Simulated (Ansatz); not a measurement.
## LaB6: energy above given cell and pressure against volume ratio

All results are calculated (Ansatz 0.2.0). Plane-wave density functional theory, PAW datasets, Gaussian smearing 0.05 eV: equation of state, the given zero-pressure cell scaled in volume with shape and atoms relaxed.

The cell before it is scaled or strained (space group Pm-3m, No. 221):
```
cell vectors (Å)
   4.1416     0.0000     0.0000
   0.0000     4.1416     0.0000
   0.0000     0.0000     4.1416
atoms (fractions of the cell vectors)
La  0.00000  0.00000  0.00000
B   0.19980  0.50000  0.50000
B   0.80020  0.50000  0.50000
B   0.50000  0.50000  0.19980
B   0.50000  0.50000  0.80020
B   0.50000  0.19980  0.50000
B   0.50000  0.80020  0.50000
```

Settings of every row: functional r2SCAN; exact exchange fraction 0; fraction rule fixed; exchange screening 0 Å⁻¹; dispersion D3(BJ)-ATM; spin treatment none; moment partition spheres; spin axis none; wave cutoff 500 eV; k mesh 6x6x6.

Atom hubbard u: 0 on all atoms.

Limits: no spin-orbit coupling, which matters for these elements; the SCF threshold is loose for a stress in some rows.

| row | volume ratio | V (Å³/atom) | energy above given cell (meV per atom) | pressure (GPa) |
| --- | --- | --- | --- | --- |
| 1 | 0.96 | 9.743 | 9.84 | 8.04 |
| 2 | 0.98 | 9.946 | 2.38 | 3.83 |
| 3 | 1 | 10.149 | 0 | 0 |
| 4 | 1.02 | 10.352 | ? | ? |
| 5 | 1.04 | 10.555 | 8.71 | -6.66 |

Question: what energy above given cell and pressure should row 4 give?

Worked fit of energy above given cell. Take u = (V_r/V)^(2/3) − 1 with V_r = 10.047 Å³ an atom, which is twice the finite (Eulerian) strain; such expansions in the strain, on which the Birch-Murnaghan equation of state is built, carry the rest volume and the bulk modulus. The shown rows have u = 0.02069, 0.00676, -0.00671, -0.03235. Least squares give energy above given cell = 0.587 + 174.92 × u + 13167.4 × u² meV per atom; a straight line predicts inner rows, each left out in turn, worse (root mean square 5.8 against 0.017 meV per atom). The rows lie off it by 0.00, 0.01, -0.01, 0.00. Its lowest point lies at u = -0.0066, or V = 10.15 Å³ an atom, and the curvature there gives the bulk modulus with shape and atoms relaxed, B = (4/9)(1 + u)² E″(u)/V = 182 GPa. The withheld row has u = -0.01974, so the fit gives 0.587 + 174.92 × (-0.01974) + 13167.4 × (-0.01974)² = 2.26 meV per atom.

The calculation gave 2.25 meV per atom. The fit lies 0.01 meV per atom (0.1 % of the column's range) above it, one unit of the last digit.

Worked fit of pressure. Take u = (V_r/V)^(2/3) − 1 with V_r = 10.047 Å³ an atom, which is twice the finite (Eulerian) strain; such expansions in the strain, on which the Birch-Murnaghan equation of state is built, carry the rest volume and the bulk modulus. The shown rows have u = 0.02069, 0.00676, -0.00671, -0.03235. Least squares give pressure = 1.879 + 284.56 × u + 636.8 × u² GPa; a straight line predicts inner rows, each left out in turn, worse (root mean square 0.28 against 0.0039 GPa). All shown rows lie on it to the printed digit. The pressure vanishes at u = -0.0067, or V = 10.15 Å³ an atom, and there the bulk modulus with shape and atoms relaxed is B = −V dP/dV = (2/3)(1 + u) dP/du = 183 GPa. The withheld row has u = -0.01974, so the fit gives 1.879 + 284.56 × (-0.01974) + 636.8 × (-0.01974)² = -3.49 GPa.

The calculation gave -3.48 GPa. The fit lies 0.01 GPa (0.068 % of the column's range) below it, one unit of the last digit.
